**Levels of correlation for ClGeH$_4$ against UCCSDT(Q)**

The table holds errors of total energies, in meV, of Hartree-Fock, MP2, CI, coupled-cluster and active-space levels for doublet ClGeH$_4$ at one point of a hydrogen-transfer scan, against UCCSDT(Q) in cc-pVDZ with frozen cores (Ansatz 0.2.0). The program fits no model. It works out shares of the correlation energy, the steps of the restricted and unrestricted coupled-cluster series, the deficits of CISD and of the valence active-space levels, leading operation counts, and one parameter-free estimate of what lies beyond the reference. The output shows that CCSD(T) and higher coupled-cluster levels lie within 1 kcal/mol, that (T) supplies 86 to 87% of the triples, and that valence CASSCF recovers 22% of the correlation energy. Gaps between restricted and unrestricted correlated rows stay inside the 20 meV allowed for differing cores, and the estimated remainder beyond the reference is of order 2 meV.

Calculated values. Energies from Ansatz 0.2.0 for neutral doublet ClGeH$_4$ at one point of the Cl···H···GeH$_3$ transfer scan (rigid PBE0/def2-TZVP fragments), in the cc-pVDZ basis with noble-gas cores and Ge 3d left uncorrelated. The valence active space has 15 electrons in 12 orbitals; R marks restricted (open-shell) and U unrestricted orbitals.

## Program and output

```python
# Table: errors (meV) of total energies of ClGeH4 (doublet, cc-pVDZ, frozen core, Ansatz 0.2.0)
# against UCCSDT(Q). Worked out: shares of correlation, steps of the CC ladder, R/U gaps,
# CI and active-space deficits, operation counts, and one estimate of what lies beyond (Q).
T = {
    'row_level': ['RHF', 'UHF', 'RMP2', 'UMP2', 'CISD', 'RCCSD', 'UCCSD', 'RCCSD(T)', 'UCCSD(T)', 'BCCD(T)', 'RCCSDT', 'UCCSDT', 'RCCSDT(Q)', 'CASSCF valence', 'NEVPT2 valence', 'MRCISD valence', 'MRCISD+Q valence'],
    'row_error': [8087.6, 7992.3, 1279.5, 1290.8, 914.5, 187.4, 182.3, 36.7, 34.0, 36.3, 13.3, 10.2, 3.1, 6322.0, 1494.1, 551.2, 48.1],  # meV
}
from math import comb, exp
from scipy import constants as c
E = dict(zip(T["row_level"], T["row_error"]))
E["UCCSDT(Q)"] = 0.0
kcal = 1e3 * c.calorie * 1e3 / (c.N_A * c.e)
kJ = 1e3 * 1e3 / (c.N_A * c.e)
# further outputs of the same runs (meV unless stated)
pairR, pairU, singR = 1420.216 + 5339.869, 1405.961 + 5295.49, 47.998
tR, tU, tB, qR, qU = 150.71, 148.23, 153.35, 10.102, 10.11
S2, o, v, cycSD, cycSDT = 0.76251, 8, 38, 9, 15
ec = E["RHF"]
print(f"1 kcal/mol = {kcal:.1f} meV, 1 kJ/mol = {kJ:.1f} meV; rounding 0.05 meV per entry, 0.1 per difference")
print("level | error meV | kcal/mol | % of correlation recovered (from ROHF)")
for k in T["row_level"]:
    print(f"{k:17s} {E[k]:7.1f} {E[k]/kcal:7.2f} {100*(1-E[k]/ec):7.2f}")
print("within 1 kcal/mol:", ", ".join(k for k in T["row_level"] if E[k] < kcal))
print("within 1 kJ/mol:", ", ".join(k for k in T["row_level"] if E[k] < kJ))
share = {}
for s in "RU":
    L = [E[s + x] for x in ("HF", "MP2", "CCSD", "CCSD(T)", "CCSDT", "CCSDT(Q)")]
    D, Tr, Q = L[0] - L[2], L[2] - L[4], L[4] - L[5]
    share[s] = (L[2] - L[3]) / Tr
    assert all(a > b for a, b in zip(L, L[1:]))
    print(s, "steps HF>MP2>CCSD>(T)>T>(Q), meV:", " ".join(f"{a-b:.1f}" for a, b in zip(L, L[1:])))
    print(s, "error against own CCSDT(Q), CCSD (T) T, meV:", " ".join(f"{x-L[5]:.1f}" for x in L[2:5]))
    print(f"{s} SD {D:.1f}, triples {Tr:.1f}, (Q) {Q:.1f} meV; SD/T {D/Tr:.1f}, T/Q {Tr/Q:.1f}; (T) = {100*share[s]:.1f}% of triples")
assert all(0.75 < x < 1.0 for x in share.values())
gaps = {x: E["R" + x] - E["U" + x] for x in ("HF", "MP2", "CCSD", "CCSD(T)", "CCSDT", "CCSDT(Q)")}
print("R less U, meV (cores allow 20):", ", ".join(f"{k} {g:.1f}" for k, g in gaps.items()))
assert all(abs(g) < 20 for k, g in gaps.items() if k != "HF")
print(f"table step less printed term, meV: (T) R {E['RCCSD']-E['RCCSD(T)']-tR:.2f} U {E['UCCSD']-E['UCCSD(T)']-tU:.2f};"
      f" (Q) R {E['RCCSDT']-E['RCCSDT(Q)']-qR:.2f} U {E['UCCSDT']-qU:.2f}")
print(f"UMP2-RMP2 = extra R pairs {pairR-pairU:.1f} + R singles {singR:.1f} - UHF gain {gaps['HF']:.1f}"
      f" = {pairR-pairU+singR-gaps['HF']:.1f} meV (table {-gaps['MP2']:.1f})")
print(f"S^2 excess {S2-0.75:.4f}, quartet weight if all quartet {100*(S2-0.75)/3:.2f}%")
print(f"BCCD(T)-RCCSD(T) {E['BCCD(T)']-E['RCCSD(T)']:.1f}; BCCD-RCCSD {E['BCCD(T)']+tB-E['RCCSD']:.1f}; (T) larger by {tB-tR:.1f} meV")
ci = E["CISD"] - E["RCCSD"]
cas, nev, mr, mrq = (E[x + " valence"] for x in ("CASSCF", "NEVPT2", "MRCISD", "MRCISD+Q"))
print(f"CISD-RCCSD {ci:.1f} meV = {ci/(ec-E['CISD']):.3f} of CISD correlation {ec-E['CISD']:.1f} meV")
print(f"+Q {mr-mrq:.1f} meV = {(mr-mrq)/(cas-mr):.3f} of MRCISD gain over CASSCF {cas-mr:.1f} meV")
print(f"CISD-MRCISD {E['CISD']-mr:.1f}; MRCISD-RCCSD {mr-E['RCCSD']:.1f}; MRCISD+Q less RCCSD(T) {mrq-E['RCCSD(T)']:.1f} meV")
print(f"CASSCF(15,12) gains {ec-cas:.1f} meV with {12-o} of {v} virtuals, {comb(12,8)*comb(12,7)} determinants before symmetry")
print(f"NEVPT2-RMP2 {nev-E['RMP2']:.1f} meV; share of what the start lacks: NEVPT2 {100*(1-nev/cas):.1f}%,"
      f" RMP2 {100*(1-E['RMP2']/ec):.1f}%, MRCISD {100*(1-mr/cas):.1f}%")
assert ec - cas < 0.5 * (ec - E["RMP2"]) and nev > E["RMP2"]
b = cycSD * o**2 * v**4
print(f"leading counts (o={o}, v={v}, no prefactors) over CCSD o2v4 x {cycSD} cycles:")
print(f"  (T) o3v4 {o**3*v**4/b:.1f}; CCSDT o3v5 x {cycSDT} cycles {cycSDT*o**3*v**5/b:.0f}; (Q) o4v5 {o**4*v**5/b:.0f}")
Tr, Q = E["UCCSD"] - E["UCCSDT"], E["UCCSDT"]
print(f"rough size beyond reference: Q^2/T {Q*Q/Tr:.1f} + shortfall like (T) {Q*(1/share['U']-1):.1f} meV")
for temp in (300, 700):
    kT = 1e3 * c.k * temp / c.e
    print(f"{temp} K, kT {kT:.1f} meV, rate factor if uncancelled:",
          ", ".join(f"{k} {exp(E[k]/kT):.3g}" for k in ("UCCSD", "UCCSD(T)", "UCCSDT")))
```

It prints:

```
1 kcal/mol = 43.4 meV, 1 kJ/mol = 10.4 meV; rounding 0.05 meV per entry, 0.1 per difference
level | error meV | kcal/mol | % of correlation recovered (from ROHF)
RHF                8087.6  186.50    0.00
UHF                7992.3  184.31    1.18
RMP2               1279.5   29.51   84.18
UMP2               1290.8   29.77   84.04
CISD                914.5   21.09   88.69
RCCSD               187.4    4.32   97.68
UCCSD               182.3    4.20   97.75
RCCSD(T)             36.7    0.85   99.55
UCCSD(T)             34.0    0.78   99.58
BCCD(T)              36.3    0.84   99.55
RCCSDT               13.3    0.31   99.84
UCCSDT               10.2    0.24   99.87
RCCSDT(Q)             3.1    0.07   99.96
CASSCF valence     6322.0  145.79   21.83
NEVPT2 valence     1494.1   34.45   81.53
MRCISD valence      551.2   12.71   93.18
MRCISD+Q valence     48.1    1.11   99.41
within 1 kcal/mol: RCCSD(T), UCCSD(T), BCCD(T), RCCSDT, UCCSDT, RCCSDT(Q)
within 1 kJ/mol: UCCSDT, RCCSDT(Q)
R steps HF>MP2>CCSD>(T)>T>(Q), meV: 6808.1 1092.1 150.7 23.4 10.2
R error against own CCSDT(Q), CCSD (T) T, meV: 184.3 33.6 10.2
R SD 7900.2, triples 174.1, (Q) 10.2 meV; SD/T 45.4, T/Q 17.1; (T) = 86.6% of triples
U steps HF>MP2>CCSD>(T)>T>(Q), meV: 6701.5 1108.5 148.3 23.8 10.2
U error against own CCSDT(Q), CCSD (T) T, meV: 182.3 34.0 10.2
U SD 7810.0, triples 172.1, (Q) 10.2 meV; SD/T 45.4, T/Q 16.9; (T) = 86.2% of triples
R less U, meV (cores allow 20): HF 95.3, MP2 -11.3, CCSD 5.1, CCSD(T) 2.7, CCSDT 3.1, CCSDT(Q) 3.1
table step less printed term, meV: (T) R -0.01 U 0.07; (Q) R 0.10 U 0.09
UMP2-RMP2 = extra R pairs 58.6 + R singles 48.0 - UHF gain 95.3 = 11.3 meV (table 11.3)
S^2 excess 0.0125, quartet weight if all quartet 0.42%
BCCD(T)-RCCSD(T) -0.4; BCCD-RCCSD 2.2; (T) larger by 2.6 meV
CISD-RCCSD 727.1 meV = 0.101 of CISD correlation 7173.1 meV
+Q 503.1 meV = 0.087 of MRCISD gain over CASSCF 5770.8 meV
CISD-MRCISD 363.3; MRCISD-RCCSD 363.8; MRCISD+Q less RCCSD(T) 11.4 meV
CASSCF(15,12) gains 1765.6 meV with 4 of 38 virtuals, 392040 determinants before symmetry
NEVPT2-RMP2 214.6 meV; share of what the start lacks: NEVPT2 76.4%, RMP2 84.2%, MRCISD 91.3%
leading counts (o=8, v=38, no prefactors) over CCSD o2v4 x 9 cycles:
  (T) o3v4 0.9; CCSDT o3v5 x 15 cycles 507; (Q) o4v5 270
rough size beyond reference: Q^2/T 0.6 + shortfall like (T) 1.6 meV
300 K, kT 25.9 meV, rate factor if uncancelled: UCCSD 1.15e+03, UCCSD(T) 3.73, UCCSDT 1.48
700 K, kT 60.3 meV, rate factor if uncancelled: UCCSD 20.5, UCCSD(T) 1.76, UCCSDT 1.18
```
